KKR structure constants of fcc Cu at Γ: notes on a wrong Ewald limit

Sections 2 and 3 record my first attempt, and it is wrong. The lower limit of the real-space integral in line (W) is too large by a factor of 2, and every total in section 3 carries that mistake. The correct formulas and numbers are in sections 5 and 6.

1. Conventions and inputs

I write E for κ² = 2m·(energy)/ħ², in Å⁻², with ħ²/2m = 3.810 eV Å² and the energy counted from the muffin-tin zero. The Bloch Green function obeys (∇² + E)G(r) = Σ_R exp(ik·R) δ(r − R), so that, with q = k + K and Ω the cell volume,

(1) G(r) = −(1/Ω) Σ_K exp(iq·r)/(q² − E).

The reduced structure constants D_L, L = (l,m), are defined by the expansion about the origin,

(2) G(r) = −cos(κr)/(4πr) + Σ_L i^l D_L j_l(κr) Y_L(r̂),

with real, normalised spherical harmonics. D_L has the dimension Å⁻¹. This is the convention of Ham and Segall (1961). Since j_l(κr) → (κr)^l/(2l+1)!! at small r, the coefficient of r^l Y_L in the regular part of G is i^l D_L κ^l/(2l+1)!!, and I read D_L off from that.

Inputs: a = 3.61 Å, an approximate lattice constant for Cu, and an energy of 0.4 Ry = 5.442 eV, roughly where the d bands typically lie above the muffin-tin zero. Then E = 1.4284 Å⁻², κ = 1.1952 Å⁻¹, Ω = a³/4 = 11.761 Å³, (2π/a)² = 3.0293 Å⁻² and the nearest-neighbour distance is R1 = a/√2 = 2.553 Å. I carry unrounded values. At Γ the poles of (1) nearest to this energy are at 0 and at 34.6 eV, so no denominator is small. No potential enters D_L; the numbers belong to the ideal lattice with this a.

Cubic symmetry at Γ leaves only l = 0, 4, 6, ... Averaged over a cubic shell, r⁴Y_40 becomes (35/(16√π))·p with p = x⁴ + y⁴ + z⁴ − (3/5)r⁴. Among the D_4m only D_40 and D_44 (the cos 4φ harmonic) survive, with D_44 = √(5/7)·D_40. Each shell needs its multiplicity n and the weight P = n·p.

Reciprocal shells, units of 2π/a, as (hkl): n, P
(000): 1, 0; (111): 8, −19.2; (200): 6, 38.4; (220): 12, −76.8; (311): 24, 249.6; (222): 8, −307.2; (400): 6, 614.4; (331): 24, −1286.4; (420): 24, 768.0; (422): 24, −1382.4; (333) and (511) together: 32, 2995.2.

Direct shells, units of a/2
(110): 12, −4.8; (200): 6, 38.4; (211): 24, −86.4; (220): 12, −76.8; (310): 24, 528.0; (222): 8, −307.2; (321): 48, −940.8.

These shells are more than enough for the digits printed below.

2. First attempt (wrong)

I wrote 1/(q² − E) = ∫ dt exp(−t(q² − E)) over t from 0 to ∞ and cut the integral at t = 1/η. For a term with q² < E the integral is meant as continued from negative E; the cut then amounts to the trivial identity 1/d = exp(−d/η)/d + (1 − exp(−d/η))/d, with d = q² − E, which holds for either sign of d. The first piece stays in reciprocal space. With exp(iq·r) = 4π Σ_L i^l j_l(qr) Y_L(q̂) Y_L(r̂) it gives

(3) D1 = −(4π/Ω) κ^(−l) Σ_K q^l Y_L(q̂) exp((E − q²)/η)/(q² − E).

The on-site term I copied from an old page of notes without rederiving it:

(4) D3 = −δ_l0 (√η/(2π)) Σ_(s≥0) (E/η)^s/(s!(2s − 1)).

For the other sites I knew the shape of the integrand, ξ^(2l) exp(−ξ²R² + E/(4ξ²)), and needed only the limit. I argued from the Coulomb Ewald sum, where the short-range part is erfc(αR)/R = (2/√π) ∫ exp(−ξ²R²) dξ from ξ = α and the screening charge is a Gaussian exp(−α²r²). I took η to be that Gaussian exponent, α² = η, and wrote

(W) D2 = π^(−1/2) (−2)^(l+1) i^l κ^(−l) Σ_(R≠0) R^l exp(ik·R) Y_L(R̂) ∫ from √η to ∞ of ξ^(2l) exp(−ξ²R² + E/(4ξ²)) dξ.   [wrong limit]

3. Numbers from the wrong attempt

With η = 2 Å⁻² (7.62 eV), all in Å⁻¹:

D_00: D1 = 0.42334, D2 = −5.2×10⁻⁷, D3 = 0.04206, total 0.46541 (wrong)
D_40: D1 = 0.2213, D2 = 0.0017, total 0.2230 (wrong)

Both sums seemed to converge beautifully: two or three reciprocal shells and next to nothing from real space.

4. The symptom

η is only the place where an identity was cut, so D1 + D2 + D3 cannot depend on it. I repeated the run with η = 4 Å⁻² (15.24 eV), where the D2 of line (W) is below 10⁻⁷ Å⁻¹ for both l:

D_00: D1 = 0.24286, D3 = 0.19736, total 0.44022 (wrong)
D_40: D1 = 0.7771, total 0.7771 (wrong)

D_00 moved from 0.46541 to 0.44022, and D_40 from 0.2230 to 0.7771. The sums are converged far below that level, so a formula is at fault.

The easy convergence was a warning too. An Ewald split trades one sum against the other. For a correct split the first-shell exponents are K1²/η and ηR1²/4, with K1 the (111) vector, and their product is fixed at K1²R1²/4 = 3π²/2 = 14.80 for fcc. At η = 2 Å⁻² they are 4.544 and 3.258, close to the balance point η = 2K1/R1 = 2.36 Å⁻². There D2 must be comparable with the K ≠ 0 part of D1. Line (W) had the exponent ηR1² = 13.03 instead, a Gaussian factor of 2.19×10⁻⁶ where 0.0385 was due.

To find which of the three pieces is wrong I differentiated them for l = 0 at Γ, leaving the lower limit of D2 as an unknown b(η). With Y_00 = 1/(2√π):

dD1/dη = −(2√π/Ω) η^(−2) exp(E/η) Σ_K exp(−K²/η)
dD2/dη = +(1/π) b′(η) exp(E/(4b²)) Σ_(R≠0) exp(−b²R²)
dD3/dη = +(1/(4π√η)) exp(E/η)

The last line follows term by term, since d(η^(1/2−s))/dη = −((2s − 1)/2) η^(−1/2−s) cancels the factor 2s − 1. The three derivatives must add to zero at every E. The first and third depend on E as exp(E/η), so the second must as well: 4b² = η and b = √η/2. With b = √η the factor is exp(E/(4η)), and no lattice sum can repair that. With b = √η/2 one has b′/π = 1/(4π√η), dD3/dη is the missing R = 0 term of dD2/dη, and the condition becomes (1/Ω) Σ_K exp(−K²/η) = (η/4π)^(3/2) Σ_R exp(−ηR²/4), which is the Poisson summation formula. So (3) and (4) fit each other and (W) does not.

5. The faulty line and the mended derivation

The faulty step is α² = η. In the Coulomb sum the partner of erfc(αR) is the reciprocal factor exp(−K²/(4α²)). Line (3) has exp(−K²/η), so η = 4α², α = √η/2, and the real-space Gaussian exponent is η/4.

Done properly: the piece 0 < t < 1/η of (1) is −∫ dt exp(Et) (1/Ω) Σ_K exp(iq·r − tq²). Poisson summation turns the inner sum into Σ_R exp(ik·R) (4πt)^(−3/2) exp(−|r − R|²/(4t)). Put ξ² = 1/(4t). Then |dt| = dξ/(2ξ³), (4πt)^(−3/2) = π^(−3/2) ξ³, Et = E/(4ξ²), and the cut t = 1/η sits at ξ² = η/4:

(5) G2(r) = −(1/(2π^(3/2))) Σ_R exp(ik·R) ∫ from √η/2 to ∞ of exp(−ξ²|r − R|² + E/(4ξ²)) dξ.

For R ≠ 0, exp(−ξ²|r − R|²) = exp(−ξ²R²) exp(−ξ²r²) exp(2ξ² r·R), and exp(2ξ² r·R) = 4π Σ_L i_l(2ξ²rR) Y_L(r̂) Y_L(R̂), where the modified spherical Bessel function starts as i_l(y) → y^l/(2l+1)!!. The factor exp(−ξ²r²) does not touch the r^l coefficient. Matching gives i^l κ^l D2 = −(4π/(2π^(3/2))) 2^l Σ R^l exp(ik·R) Y_L ∫ ξ^(2l)(...), and −2^(l+1) i^(−l) = (−2)^(l+1) i^l, so

(6) D2 = π^(−1/2) (−2)^(l+1) i^l κ^(−l) Σ_(R≠0) R^l exp(ik·R) Y_L(R̂) ∫ from √η/2 to ∞ of ξ^(2l) exp(−ξ²R² + E/(4ξ²)) dξ.

The R = 0 term of (5) is spherical. Expanding exp(E/(4ξ²)) in powers, with b = √η/2, the s = 0 term of the integral tends to √π/(2r) − b as r → 0 and a term s ≥ 1 tends to (E/4)^s b^(1−2s)/(s!(2s − 1)) = b(E/η)^s/(s!(2s − 1)). The √π/(2r) part gives −1/(4πr), the singular part of the first term in (2), whose remainder vanishes at r = 0. What is left, divided by Y_00, is −(b/π) Σ_(s≥0) (E/η)^s/(s!(2s − 1)), which is (4). My copied D3 therefore already contained the limit √η/2. The result is D_L = D1 + D2 + D3 from (3), (6) and (4).

The overall sign and factor can be tested at negative energy, E = −μ², by letting η → 0. D1 vanishes. The integral in (6) for l = 0 becomes (√π/(2R)) exp(−μR). The series in (4) sums to −exp(−y) − √(πy) erf(√y) with y = μ²/η, so D3 → μ/(2√π). At Γ this gives D_00 = −(1/(2√π)) [Σ_(R≠0) exp(−μR)/R − μ], which is what the direct sum G = −(1/4π) Σ_R exp(−μ|r − R|)/|r − R| gives once cosh(μr)/r is taken out as in (2). This limit is blind to my slip, because √η and √η/2 both go to zero; only a finite η exposes it.

6. Mended numbers

At Γ the working forms, with I_l the integral in (6) and w = exp((E − K²)/η)/(K² − E), are

D_00: D1 = −(2√π/Ω) Σ n·w, D2 = −(1/π) Σ n·I_0
D_40: D1 = −(4π/Ω)(2π/a)⁴ E^(−2) (35/(16√π)) Σ P·w, D2 = −(70/π)(a/2)⁴ E^(−2) Σ P·I_4

The prefactors, without their signs, are 0.30140 Å⁻³ and 5.9306 Å⁻³ for D1 (l = 0 and 4) and 115.92 Å⁸ for D2 with l = 4.

In Å⁻¹:

η = 2 Å⁻², D_00: D1 = 0.42334, D2 = −0.02574, D3 = 0.04206, total 0.43966
η = 4 Å⁻², D_00: D1 = 0.24286, D2 = −0.00056, D3 = 0.19736, total 0.43966
η = 2 Å⁻², D_40: D1 = 0.2213, D2 = 0.7073, total 0.9286
η = 4 Å⁻², D_40: D1 = 0.7771, D2 = 0.1516, total 0.9286

Totals are rounded from unrounded parts. For D_40 at η = 2 Å⁻² the reciprocal shells (111), (200), (220) give 0.3228, −0.1017, 0.0002 and the direct shells (110), (200), (211), (220) give 0.7762, −0.0725, 0.0036, 0.0001. The parts change strongly with η and the totals do not. For this lattice at 5.442 eV:

D_00 = 0.43966 Å⁻¹, D_40 = 0.9286 Å⁻¹, D_44 = 0.7848 Å⁻¹, all other D_4m = 0.

7. Size of the error

Line (W) is line (6) evaluated at 4η, so the slip adds D2(4η) − D2(η) to the total: the slice of the ξ integral between √η/2 and √η is lost. At these η that slice is nearly all of D2.

η = 2 Å⁻²: D_00 too high by 0.02574 Å⁻¹ (5.9 %), D_40 too low by 0.7057 Å⁻¹ (76 %)
η = 4 Å⁻²: D_00 too high by 0.00056 Å⁻¹ (0.13 %), D_40 too low by 0.1516 Å⁻¹ (16 %)

At η = 8 Å⁻² the lost slice of D_40 is still 0.0017 Å⁻¹, or 0.18 %. The error dies off with the Gaussian exp(−ηR1²/4), so a code run at large η hides it, and a test on D_00 alone would have passed at the part-in-a-thousand level at η = 4 Å⁻² while D_40 was 16 % off. The l = 4 term suffers more for two reasons. The integrand carries the extra factor (2ξ²R/κ)⁴, which for the first shell at the correct lower limit is 21 at η = 2 Å⁻² and 333 at η = 4 Å⁻². And the K = 0 term, which dominates D1 for l = 0 and is untouched by the slip, is absent for l = 4.

Had I derived D3 from the wrong limit as well, it would have become D3(4η) = 0.3673 Å⁻¹ at η = 2 Å⁻² and D_00 would have come out as 0.7906 Å⁻¹, 80 % high, while D_40 would have kept the error above.

What this does to the d block: writing the second term of (2) with r replaced by r − r′ as Σ i^(l−l′) A_LL′ j_l(κr) j_l′(κr′) Y_L(r̂) Y_L′(r̂′) gives A_LL′ = 4π Σ_L″ D_L″ ∫ Y_L Y_L′ Y_L″ dΩ, where dΩ is the element of solid angle, and the KKR condition is det[A_LL′ + δ_LL′ κ cot δ_l] = 0, with δ_l the phase shifts. With l ≤ 2 the d states at Γ decouple by symmetry. The integral ∫ Y_20² Y_40 dΩ = 3/(7√π) fixes the e_g element, and the l = 4 part is traceless over two e_g and three t_2g states:

A(e_g) = 2√π D_00 + (12√π/7) D_40, A(t_2g) = 2√π D_00 − (8√π/7) D_40.

In Å⁻¹, as A(e_g), A(t_2g), difference:
correct: 4.380, −0.323, 4.703
wrong, η = 2 Å⁻²: 2.327, 1.198, 1.129
wrong, η = 4 Å⁻²: 3.922, −0.014, 3.935

At η = 2 Å⁻² the t_2g element has the wrong sign. For a model d resonance of width W at E_d, cot δ_2 = (E_d − E)/(W/2), the roots satisfy E = E_d + (W/(2κ))·A. In the crude picture where W/κ and A are frozen at their values at 5.442 eV, the e_g level lies above the t_2g level by an amount proportional to the difference in the last column, and the slip at η = 2 Å⁻² shrinks that splitting to 0.24 of its proper value.